**Stoner rule for the spin polarisation of the tin 5p shell**

The table holds the energy change, exchange splitting and spin-up eigenvalue of a spherical all-electron Sn atom (Quantum ESPRESSO ld1.x, LDA-VWN5, scalar-relativistic) as the imposed 5p moment $m$ runs from 0 to 2 Bohr magnetons. The program tests $\Delta E = -Im^2/4$, splitting $= Im$ and $\varepsilon_\uparrow = \varepsilon_0 - Im/2 + cm^2$, with constants fitted by least squares to the four polarised rows, and compares two exchange-only cube-root shapes. With $I = 0.52$ eV and $c = 0.036$ eV the energy is reproduced within 1.1 meV, the splitting within 6 meV and the up level within 1.4 meV, while omitting $c$ costs 0.14 eV at $m = 2$. The cube-root shapes curve too strongly, although they give the right sign for the upward drift of the level midpoint. Slater integrals and level splittings of the run at $m = 1.5$ serve as a check on the size of $I$ and show that the filled 5s shell splits almost as much as 5p.

Spherical all-electron Kohn-Sham calculations of the neutral Sn atom ([Kr] 4d10 5s2 5p2) with Quantum ESPRESSO 7.5 (ld1.x), using scalar-relativistic, spin-polarised LDA-VWN5 and a point nucleus. The moment is set by the 5p occupations, with all other shells filled equally in both spins; the eigenvalue and the splitting (down minus up) are those of 5p.

## Numerical check

```python
# Table: Sn 5p2 spherical all-electron atom, Quantum ESPRESSO ld1.x, LDA-VWN5, scalar-relativistic,
# imposed 5p moment m; energy change, exchange splitting, spin-up eigenvalue (eV).
# Tested: dE = -I m^2/4, splitting = I m, eps_up = eps0 - I m/2 + c m^2, and exchange-only shapes.
T = {
    'moment': [0.0, 0.5, 1.0, 1.5, 2.0],  # μB
    'energy_change': [0.0, -0.032137, -0.12928, -0.29216, -0.52115],  # eV
    'exchange_splitting': [0.0, 0.258, 0.5197, 0.7848, 1.0459],  # eV
    'spin_up_eigenvalue': [-3.867, -3.9871, -4.0909, -4.1774, -4.244],  # eV
    'split_per_moment': [None, 0.516, 0.52, 0.523, 0.523],  # eV/μB
}
import numpy as np
from scipy.integrate import simpson
M, E, S, U = (np.array(T[k], float) for k in
              ("moment", "energy_change", "exchange_splitting", "spin_up_eigenvalue"))
o = np.argsort(M)
M, E, S, U = M[o], E[o], S[o], U[o]
e0 = U[0]
m, dE, s, u = M[1:], E[1:], S[1:], U[1:]   # m = 0 is the reference, ratios undefined there
f = lambda a, d=4: " ".join(f"{x:.{d}f}" for x in a)
ls = lambda x, y: x @ y / (x @ x)
cen = u + s / 2 - e0
IE, IS, cf = ls(-m**2 / 4, dE), ls(m, s), ls(m**2, cen)
pE, pS, pC = (np.polyfit(np.log(m), np.log(y), 1)[0] for y in (-dE, s, cen))
print("Lists run over m (muB) =", f(m, 1))
print("Rounding: energy under 0.00001 eV; levels 0.00005 eV; splitting up to 0.0001 eV")
print(f"Power of m: energy {pE:.3f}, splitting {pS:.3f}, centre shift {pC:.3f}")
print("I from each energy, -4dE/m^2 (eV):", f(-4 * dE / m**2))
print("I from each splitting, s/m (eV):", f(s / m))
print("  rounding of s/m (eV):", f(1e-4 / m, 5))
print(f"  rise of s/m, first to last row: {100*(s[-1]/m[-1]/(s[0]/m[0])-1):.2f} %")
print("Steps in splitting (eV, rounding 0.0002):", f(np.diff(S)))
print("Spin-down level (eV):", f(u + s))
print("Fall of up level (eV):", f(e0 - u), "| rise of down:", f(u + s - e0))
print("Centre shift (eV):", f(cen), "| over m^2:", f(cen / m**2))
print(f"Fits (eV): I energy {IE:.4f}, I splitting {IS:.4f}, c {cf:.4f}")
print(f"Janak: -1/2 integral of splitting {-simpson(S, x=M)/2:.4f} eV, table {E[-1]:.4f} eV")
I, c = round(IE, 2), round(cf, 3)
print(f"Rule: I = {I} eV, c = {c} eV, eps0 = {e0:.4f} eV")
rE, rS, rU, rL = -I * m**2 / 4, I * m, e0 - I * m / 2 + c * m**2, e0 - I * m / 2
for name, r, t in (("energy", rE, dE), ("splitting", rS, s), ("up level", rU, u), ("up level, c = 0", rL, u)):
    k = np.argmax(abs(r - t))
    print(f"{name}: rule (eV) {f(r)}")
    print(f"  rule - table (meV) {f(1e3*(r-t), 1)}; worst at m = {m[k]:.1f}")
print("Relative error, energy (%):", f(100 * (rE / dE - 1), 2))
print("Relative error, splitting (%):", f(100 * (rS / s - 1), 2))
print("Relative error, fall of up level (%):", f(100 * ((e0 - rU) / (e0 - u) - 1), 1))
print("  same with c = 0 (%):", f(100 * ((e0 - rL) / (e0 - u) - 1), 1))
I1 = -4 * dE[0] / m[0]**2
print(f"I from m = {m[0]} alone predicts last energy {-I1*m[-1]**2/4:.4f} eV ({100*(-I1*m[-1]**2/4/dE[-1]-1):.1f} %)")
print("Fitted linear splitting, residuals (meV):", f(1e3 * (IS * m - s), 1))
for N in (4, 2):   # electrons sharing the density: 5s2 5p2, or 5p2 only
    z = m / N
    g = np.cbrt(1 + z) - np.cbrt(1 - z)
    A = ls(g, s)
    print(f"Exchange-only shape, zeta = m/{N}: amplitude {A:.3f} eV")
    print("  splitting residuals (meV):", f(1e3 * (A * g - s), 1))
    print(f"  rise of s/m, first to last row: {100*(g[-1]/m[-1]/(g[0]/m[0])-1):.1f} %")
    print("  centre shift (eV):", f(A * (1 - (np.cbrt(1 + z) + np.cbrt(1 - z)) / 2), 3))
# further outputs of the same calculation, row m = 1.5 only (eV, bohr)
F0, F2 = 7.728231, 4.024212
lev = {"5p": (-4.1774, -3.3926), "5s": (-11.1062, -10.3477), "4d": (-25.9009, -25.7669), "4p": (-89.5204, -89.4652)}
rad = {"5p": (3.191403, 3.267577), "5s": (2.387816, 2.37807)}
print(f"Row 1.5: F0 = {F0:.3f} eV, F2 = {F2:.3f} eV for 5p")
for name, v in (("3F2/25", 3 * F2 / 25), ("2F2/15", 2 * F2 / 15), ("F0/3 + 2F2/15", F0 / 3 + 2 * F2 / 15)):
    print(f"  {name} = {v:.3f} eV, ratio to fitted I {v/IE:.2f}")
print("Row 1.5 splittings (eV):", ", ".join(f"{k} {b-a:.4f}" for k, (a, b) in lev.items()))
print(f"  5s over 5p: {(lev['5s'][1]-lev['5s'][0])/(lev['5p'][1]-lev['5p'][0]):.3f}")
print("Row 1.5 mean radius, down - up (bohr):", ", ".join(f"{k} {b-a:+.3f}" for k, (a, b) in rad.items()))
assert 1.95 < pE < 2.05 and 0.95 < pS < 1.05
assert np.all(dE < 0) and np.all(cen > 0)
assert abs(-simpson(S, x=M) / 2 - E[-1]) < 0.002
```

It prints:

```
Lists run over m (muB) = 0.5 1.0 1.5 2.0
Rounding: energy under 0.00001 eV; levels 0.00005 eV; splitting up to 0.0001 eV
Power of m: energy 2.010, splitting 1.011, centre shift 2.019
I from each energy, -4dE/m^2 (eV): 0.5142 0.5171 0.5194 0.5212
I from each splitting, s/m (eV): 0.5160 0.5197 0.5232 0.5230
  rounding of s/m (eV): 0.00020 0.00010 0.00007 0.00005
  rise of s/m, first to last row: 1.35 %
Steps in splitting (eV, rounding 0.0002): 0.2580 0.2617 0.2651 0.2611
Spin-down level (eV): -3.7291 -3.5712 -3.3926 -3.1981
Fall of up level (eV): 0.1201 0.2239 0.3104 0.3770 | rise of down: 0.1379 0.2958 0.4744 0.6689
Centre shift (eV): 0.0089 0.0359 0.0820 0.1460 | over m^2: 0.0356 0.0359 0.0364 0.0365
Fits (eV): I energy 0.5205, I splitting 0.5224, c 0.0365
Janak: -1/2 integral of splitting -0.5214 eV, table -0.5212 eV
Rule: I = 0.52 eV, c = 0.036 eV, eps0 = -3.8670 eV
energy: rule (eV) -0.0325 -0.1300 -0.2925 -0.5200
  rule - table (meV) -0.4 -0.7 -0.3 1.1; worst at m = 2.0
splitting: rule (eV) 0.2600 0.5200 0.7800 1.0400
  rule - table (meV) 2.0 0.3 -4.8 -5.9; worst at m = 2.0
up level: rule (eV) -3.9880 -4.0910 -4.1760 -4.2430
  rule - table (meV) -0.9 -0.1 1.4 1.0; worst at m = 1.5
up level, c = 0: rule (eV) -3.9970 -4.1270 -4.2570 -4.3870
  rule - table (meV) -9.9 -36.1 -79.6 -143.0; worst at m = 2.0
Relative error, energy (%): 1.13 0.56 0.12 -0.22
Relative error, splitting (%): 0.78 0.06 -0.61 -0.56
Relative error, fall of up level (%): 0.7 0.0 -0.5 -0.3
  same with c = 0 (%): 8.2 16.1 25.6 37.9
I from m = 0.5 alone predicts last energy -0.5142 eV (-1.3 %)
Fitted linear splitting, residuals (meV): 3.2 2.7 -1.3 -1.2
Exchange-only shape, zeta = m/4: amplitude 3.018 eV
  splitting residuals (meV): -5.8 -10.8 -9.3 13.3
  rise of s/m, first to last row: 5.0 %
  centre shift (eV): 0.005 0.021 0.050 0.093
Exchange-only shape, zeta = m/2: amplitude 0.964 eV
  splitting residuals (meV): -95.4 -181.4 -230.5 168.5
  rise of s/m, first to last row: 86.8 %
  centre shift (eV): 0.007 0.030 0.080 0.357
Row 1.5: F0 = 7.728 eV, F2 = 4.024 eV for 5p
  3F2/25 = 0.483 eV, ratio to fitted I 0.93
  2F2/15 = 0.537 eV, ratio to fitted I 1.03
  F0/3 + 2F2/15 = 3.113 eV, ratio to fitted I 5.98
Row 1.5 splittings (eV): 5p 0.7848, 5s 0.7585, 4d 0.1340, 4p 0.0552
  5s over 5p: 0.966
Row 1.5 mean radius, down - up (bohr): 5p +0.076, 5s -0.010
```
